How does a crystal of Al₂Cu respond when its square base is stretched by 3 % along both edges, while its height is free to adjust? A thin layer bonded to a wider lattice is in this position: the support fixes the base, and the open side leaves the height free. Three things matter in practice: how much the layer thins, how hard it pulls on its support, and how much energy it stores. The smaller strains, read in order, give enough to forecast all three.

Al2Cu, I4/mcm, 12-atom cell (unstrained a = 5.992, c = 4.829 Å; 14.45 Å³ an atom), strained equally along both base edges; c and the atoms are relaxed within the symmetry except at zero strain. Ansatz 0.2.0, plane-wave PAW, scalar-relativistic PBEsol, no spin polarisation, cutoff 420 eV, k mesh 6×6×8, Gaussian smearing of 0.1 eV; energies are extrapolated to zero smearing.

| strain (%) | energy change (meV/atom) | volume change (%) | c over a | stress xx (GPa) | stress zz (GPa) |
| --- | --- | --- | --- | --- | --- |
| -3 | 19.9 | -2.95 | 0.8569 | 6.03 | 0.01 |
| -2 | 9.7 | -2.59 | 0.8340 | 4.85 | 0.01 |
| -1 | 2.6 | -1.60 | 0.8172 | 2.78 | 0.00 |
| 0 | 0.0 | 0.00 | 0.8058 | 0.18 | -0.25 |
| 1 | 1.7 | 1.34 | 0.7926 | -2.00 | -0.01 |
| 2 | 7.5 | 2.84 | 0.7809 | -4.12 | 0.01 |
| 3 | ? | ? | ? | ? | ? |

Strain is the imposed change of the two base edges a, and c is the height of the cell. Stress xx acts in the base plane and stress zz along c; both are positive when the crystal is compressed and pushes outward. Energy and volume changes are counted from the zero-strain row. The change of c itself follows from c over a, because a is known in each row.

### From −3 to −1 %: the squeezed crystal

At −3 % the cell is 3.2 % taller than the unstrained one, so the height makes up for a large part of what the base has lost. The last per cent of squeezing, from −2 to −3 %, removes only 0.36 points of volume (2.95 − 2.59). At this end of the table the crystal hardly gets denser: it gives way upward.

The stress shows the same softening. Between −1 and −2 % stress xx rises by 2.07 GPa, but between −2 and −3 % by only 1.18 GPa. An ordinary solid pushes back harder the more its atoms are crowded together, so this is unusual. It isn't a flaw of the stress alone, since the work done by the stress in that last step, 9.8 meV/atom, lies within a few per cent of the computed energy difference.

What gives way is untested. The symmetry leaves the aluminium atoms one free coordinate within the base plane, and a shift along it is a reasonable guess; a change in the electronic structure is another. In a metal the effect of such a change can depend on the k mesh, which was not varied here. The calculation also keeps the tetragonal symmetry, so a real crystal squeezed this far might find a less symmetric shape of lower energy. For the forecast it is enough that the rows at −2 and −3 % follow a different response, and they are left out of the simple law below.

### The zero-strain row: a cell not quite at rest

The middle row needs care. Its stress zz is −0.25 GPa, while in the other known rows it is at most 0.01 GPa in size. This is the cell as it was supplied, slightly too tall and with small forces left on the aluminium atoms, whereas in the other rows both the height and the atoms were relaxed. Measured from this row, c seems to change by 0.40 % on the squeezed side and by 0.65 % on the stretched side, an unevenness that comes mostly from the unrelaxed starting cell.

The row also has a small positive stress xx, which means that the base would like to be slightly wider. The lowest energy therefore lies a little to the tensile side of zero. This offset explains most of the difference between the energies at −1 and +1 %, 2.6 and 1.7 meV/atom.

### From −1 to +2 %: one ratio for the height

Between +1 and +2 %, two rows with a relaxed height, c shrinks by 0.50 %. Between −1 and +1 % it shrinks by slightly more than 1 % over two steps. The height thus falls by about half a per cent for each per cent of stretch.

Linear elasticity says why a single ratio should do. Let ε be the strain of the base and ε_c that of the height. The stress along c has two parts: C33·ε_c, the resistance of the height to its own change, and 2·C13·ε, the pull passed on from the two stretched directions. A free height means that they cancel:

ε_c = −2 (C13/C33) ε

A straight line fitted by least squares to the rows at −1, +1 and +2 % gives 2·C13/C33 ≈ 0.52. The sideways coupling C13 is thus only about a quarter of the stiffness C33 along c. The copper atoms form chains along c, with neighbours half the cell height apart, 2.41 Å in the unstrained cell. These chains may well help to keep the height stiff, though the table doesn't separate their share.

A sheet of rubber stretched equally in two directions is a useful comparison. Its free face carries no stress either, but rubber keeps its volume almost unchanged, so it thins by about 2 % for each per cent of stretch. Al₂Cu thins by a quarter of that and gains about 1.5 % in volume instead. The likeness ends with the free face, because rubber resists stretching through the disorder of its chains and a metal through its bonds.

The same reasoning serves for a neighbouring case. A crystal with stronger sideways coupling, or a softer height, thins more and swells less. For a solid that is equally stiff in every direction the ratio is 2ν/(1 − ν), where ν is Poisson's ratio; with ν = 1/3 the sheet thins by as much as it is stretched.

The in-plane stress is nearly proportional to the strain, but not quite. Each further per cent of stretch adds a little less pull than the one before. Bonds generally behave in this way: beyond their rest length the restoring force grows ever more slowly. A line with a small quadratic term describes this, fitted to the four rows from −1 to +2 % after the stress of the zero-strain row has been corrected for its unrelaxed height. Three constants on four rows are a thin basis, so the curve should be trusted for one short step and no further.

### The step to +3 %: the forecast

For the height, the line gives a contraction of 1.7 % against the zero-strain cell. For the stress, the fitted curve gives −6.0 GPa. The energy then follows from the work done between +2 and +3 %:

- The mean pull is (4.12 + 6.00)/2 = 5.06 GPa.
- Each base edge grows by 1/102.5 = 0.00976 of its mean length, and there are two such directions.
- The mean volume is 14.45 × 1.036 = 14.97 Å³ an atom.
- The work is 2 × 5.06 × 0.00976 × 14.97 GPa·Å³ an atom, which converts to 9.2 meV/atom.

In four of the five known steps the computed energy difference is about 4 % larger than such an estimate of the work; in the step from −1 to 0 % it is slightly smaller. Part of the excess comes from the smearing: the energies in the table are extrapolated to zero smearing, while the stress belongs to the free energy at 0.1 eV. Another part arises because the stress doesn't change quite evenly within a step, so the mean of its two end values is slightly off. One common factor, fitted to those steps, raises the 9.2 to 9.6 meV/atom, which is added to the 7.5 meV/atom already stored at +2 %.

The forecasts for +3 % are:

- c over a: 0.769 ± 0.003
- volume change: +4.3 ± 0.3 %
- stress xx: −6.0 ± 0.3 GPa
- energy change: 17.1 ± 0.5 meV/atom
- stress zz: zero within 0.03 GPa, because the height is relaxed

The ranges are judgements, wider than the scatter about the fits. The squeezed side has shown that this crystal can change its response within a single per cent of strain, and the stretched side might do the same.

There is also a competing reading of the known rows. Perhaps the softening under compression is one end of a smooth bend that runs through the whole series. A parabola for c through all five known rows with a relaxed height expresses this idea. It predicts that the height no longer shrinks between +2 and +3 % and that the volume at +3 % has grown by 5.2 %, well outside the range above. Its weakness is already visible at +1 %, where it misses the height by 0.2 % of c, about a third of the change there.

### The computed row

The withheld rows as computed:

| strain (%) | energy change (meV/atom) | volume change (%) | c over a | stress xx (GPa) | stress zz (GPa) |
| --- | --- | --- | --- | --- | --- |
| 3 | 16.8 | 4.31 | 0.7692 | -6.03 | 0.00 |

The height does what the straight line said. The computed c over a is 0.7692, and the value of the line before rounding agrees with it to the last printed digit, which is closer than three fitted points can promise. The volume change of 4.31 % is a hit too, but not a second success: with the base fixed, volume and height are the same piece of information.

Stress xx comes out at −6.03 GPa, against a forecast of −6.0 GPa, and stress zz vanishes as it should. The pull thus keeps growing by slightly less with each step, as the flattening force of stretched bonds suggests. There is no sign of the sudden yielding seen under compression. The parabola overshoots the volume change by 0.9 points, so the softening on the squeezed side isn't part of such a simple bend through the whole series.

The energy is the least accurate of the forecasts. The computed value is 16.8 meV/atom, so the forecast was 0.3 meV/atom too high, though inside its range. The overshoot comes from the factor of 4 %: the last step costs 9.3 meV/atom, and the plain work estimate of 9.2 was nearly right. A common factor was the wrong form of correction. The smearing part is about 0.2 meV/atom both from 0 to +1 % and from +1 to +2 %, although the work more than triples, so it doesn't grow in proportion to the work. The mechanical argument beneath the correction carried over.

For a stretched layer, then, one ratio describes the height from −1 to +3 %. Under stronger compression the same ratio fails badly: at −3 % it gives a rise in height of 1.4 % where the calculation finds 3.2 %. A ratio found on the stretched side should therefore not be carried over to strong compression without a check.

What gives way in the squeezed crystal remains open. A denser k mesh would first show whether the softening persists. Following the free coordinate of the aluminium atoms from −1 to −3 % would show whether they move into new positions as the height shoots up. Repeating the two most compressed cells with the symmetry released and the atoms slightly displaced would test whether the tetragonal crystal is stable there, at least against distortions that fit in this cell.
